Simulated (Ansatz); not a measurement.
# Ta: pressure and energy change per atom against volume scale

Results calculated with Ansatz 0.2.0, not measured. Plane-wave DFT, scalar-relativistic PAW made under PBE with cores redone for the functional, no dispersion; the given relaxed cell is scaled uniformly, energy at zero smearing counts from the unscaled cell, pressure at the given Fermi-Dirac smearing is positive in compression.

The cell before it is scaled or strained (space group P6_3/mmc, No. 194):
```
CELL_PARAMETERS angstrom
2.86330 0.00000 0.00000
-1.43170 2.47970 0.00000
0.00000 0.00000 5.10280
ATOMIC_POSITIONS crystal
Ta 0.33333 0.66667 0.25000
Ta 0.66667 0.33333 0.75000
```

Settings of every row: spin polarised no; functional PBEsol; wave cutoff 420 eV; smearing width 0.1 eV; k mesh 14x14x7.

Atom starting moment: 0 on all atoms.

Limits: no spin-orbit coupling, which can matter with elements this heavy; the cell comes from a prototype or a list of computed structures and needn't be the stable phase.

```csv
row,volume scale,V (Å³/atom),pressure (GPa),energy change per atom (meV)
1,0.88,15.941,32.82,201.79
2,0.92,16.666,19.9,84.38
3,0.96,17.391,9.2,20.1
4,1.04,18.84,-7.04,16.58
5,1.08,19.564,?,?
6,1.12,20.289,-18.12,135.64
```

Question: what pressure and energy change per atom should row 5 give?

Worked fit of pressure. Take u = (V_r/V)^(2/3) − 1 with V_r = 17.391 Å³ an atom, which is twice the finite (Eulerian) strain; such expansions in the strain, on which the Birch-Murnaghan equation of state is built, carry the rest volume and the bulk modulus. The shown rows have u = 0.05976, 0.02879, 0, -0.05195, -0.09765. Least squares give pressure = 9.205 + 351.18 × u + 731.7 × u² GPa; a straight line predicts inner rows, each left out in turn, worse (root mean square 2.1 against 0.032 GPa). The rows lie off it by 0.02, -0.02, -0.01, 0.02, -0.01. The pressure vanishes at u = -0.0278, or V = 18.14 Å³ an atom, and there the bulk modulus at fixed shape and fractions is B = −V dP/dV = (2/3)(1 + u) dP/du = 201 GPa. Letting shape and atoms relax would as a rule lower it, by much in layered, chain or molecular crystals. The withheld row has u = -0.07549, so the fit gives 9.205 + 351.18 × (-0.07549) + 731.7 × (-0.07549)² = -13.14 GPa.

The calculation gave -13.11 GPa. The fit lies 0.03 GPa (0.059 % of the column's range) below it; its largest miss of a shown row is 0.02 GPa.

Worked fit of energy change per atom. Take u = (V_r/V)^(2/3) − 1 with V_r = 17.391 Å³ an atom, which is twice the finite (Eulerian) strain; such expansions in the strain, on which the Birch-Murnaghan equation of state is built, carry the rest volume and the bulk modulus. The shown rows have u = 0.05976, 0.02879, 0, -0.05195, -0.09765. Least squares give energy change per atom = 19.833 + 1444.7 × u + 26903.5 × u² meV; a straight line predicts inner rows, each left out in turn, worse (root mean square 77 against 1.1 meV). The rows lie off it by -0.46, 0.65, 0.27, -0.81, 0.34 (root mean square 0.54 meV). The withheld row has u = -0.07549, so the fit gives 19.833 + 1444.7 × (-0.07549) + 26903.5 × (-0.07549)² = 64.09 meV.

The calculation gave 63.55 meV. The fit lies 0.54 meV (0.29 % of the column's range) above it; its largest miss of a shown row is 0.81 meV.
